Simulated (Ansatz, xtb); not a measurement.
# Relative energy of two isomers of GeH2O2Sb+

We compare I, `[OH][SbH][O+]=[Ge]`, a singlet, with II, `[O]1[Ge][OH+][SbH]1`, a singlet. Both are isolated ions in the gas phase, relaxed with r2SCAN-D4/def2-SVP, each in the lowest conformer that the search found.

Which of the two would you expect CCSD(T)/def2-SVP + ΔMP2/def2-TZVPP electronic energies to favour?

Structure II; the calculation gives E(II) − E(I) = −37.8 kJ/mol.

How the difference moves with the method:

```json
{"level": "GFN2-xTB", "geometry": "GFN2-xTB", "E(II) − E(I) (kJ/mol)": "+1.5", "departure from the last row (kJ/mol)": "+39.2", "job, with rough time for the two": "optimisation, 0.16 s"}
{"level": "HF/STO-3G", "geometry": "GFN2-xTB", "E(II) − E(I) (kJ/mol)": "−84.1", "departure from the last row (kJ/mol)": "−46.3", "job, with rough time for the two": "single point, 1.7 s"}
{"level": "r2SCAN-D4/def2-SVP//GFN2-xTB", "geometry": "GFN2-xTB", "E(II) − E(I) (kJ/mol)": "−63.7", "departure from the last row (kJ/mol)": "−26.0", "job, with rough time for the two": "single point, 6.1 s"}
{"level": "r2SCAN-D4/def2-SVP", "geometry": "r2SCAN-D4/def2-SVP", "E(II) − E(I) (kJ/mol)": "−50.0", "departure from the last row (kJ/mol)": "−12.2", "job, with rough time for the two": "optimisation, 65 s"}
{"level": "HF/def2-SVP", "geometry": "r2SCAN-D4/def2-SVP", "E(II) − E(I) (kJ/mol)": "−46.6", "departure from the last row (kJ/mol)": "−8.8", "job, with rough time for the two": "part of the CCSD(T) run"}
{"level": "MP2/def2-SVP", "geometry": "r2SCAN-D4/def2-SVP", "E(II) − E(I) (kJ/mol)": "−38.2", "departure from the last row (kJ/mol)": "−0.5", "job, with rough time for the two": "part of the CCSD(T) run"}
{"level": "CCSD(T)/def2-SVP", "geometry": "r2SCAN-D4/def2-SVP", "E(II) − E(I) (kJ/mol)": "−37.2", "departure from the last row (kJ/mol)": "+0.6", "job, with rough time for the two": "single point"}
{"level": "CCSD(T)/def2-SVP + ΔMP2/def2-TZVPP", "geometry": "r2SCAN-D4/def2-SVP", "E(II) − E(I) (kJ/mol)": "−37.8", "departure from the last row (kJ/mol)": "", "job, with rough time for the two": "single point, 55 s"}
```

As drawn, II has 2 Ge–O in place of 1 Ge=O. Structure I has no ring, II a 4-membered ring.

GFN2-xTB finds them nearly level. The largest departure from CCSD(T)/def2-SVP + ΔMP2/def2-TZVPP is that of HF/STO-3G, 46.3 kJ/mol. The last row adds to CCSD(T) the change of the MP2 difference between the two basis sets, here −0.6 kJ/mol.

With harmonic frequencies from r2SCAN-D4/def2-SVP (ideal gas, rigid rotor, one conformer each, 298.15 K, 1 atm): the zero-point term adds +0.6 kJ/mol; ΔH is −38.8 and ΔG −31.9 kJ/mol.

The correlated steps freeze 15 core orbitals; the filled d shell of Ge and Sb is correlated, in a basis made for valence electrons. Atoms past krypton carry core potentials in the def2 sets, other sets are all-electron and non-relativistic, and no spin–orbit term is included. Codes used: Ansatz 0.2.0, xtb 6.7.1; the last row on 1 thread of Arm Neoverse V2 on a shared host.

The cyclic ion II is favoured in enthalpy and in free energy as well as in electronic energy. The two isomers have the same O–H and Sb–H bonds and the same formal Ge(II) and Sb(III) centres, so II is in essence I with its hydroxyl oxygen closed onto germanium. In I the germanium is a one-coordinate cationic centre with a lone pair and vacant 4p character, relieved only by π donation from its single oxygen. A second oxygen donor eases that electron deficiency, and this evidently outweighs the weakened π bonding, the strain of the small ring and the loss of Sb–O bond strength when the hydroxyl oxygen becomes three-coordinate. The free-energy preference, −31.9 kJ/mol, is smaller than the enthalpic one, as expected when ring closure turns soft torsions into stiffer skeletal modes. Hartree–Fock in the def2-SVP basis already gives the right order, so the preference does not originate in correlation, which trims it, probably by favouring the multiple Ge–O bond in I. The barrier to ring closure, and hence the lifetime of I, remains open.
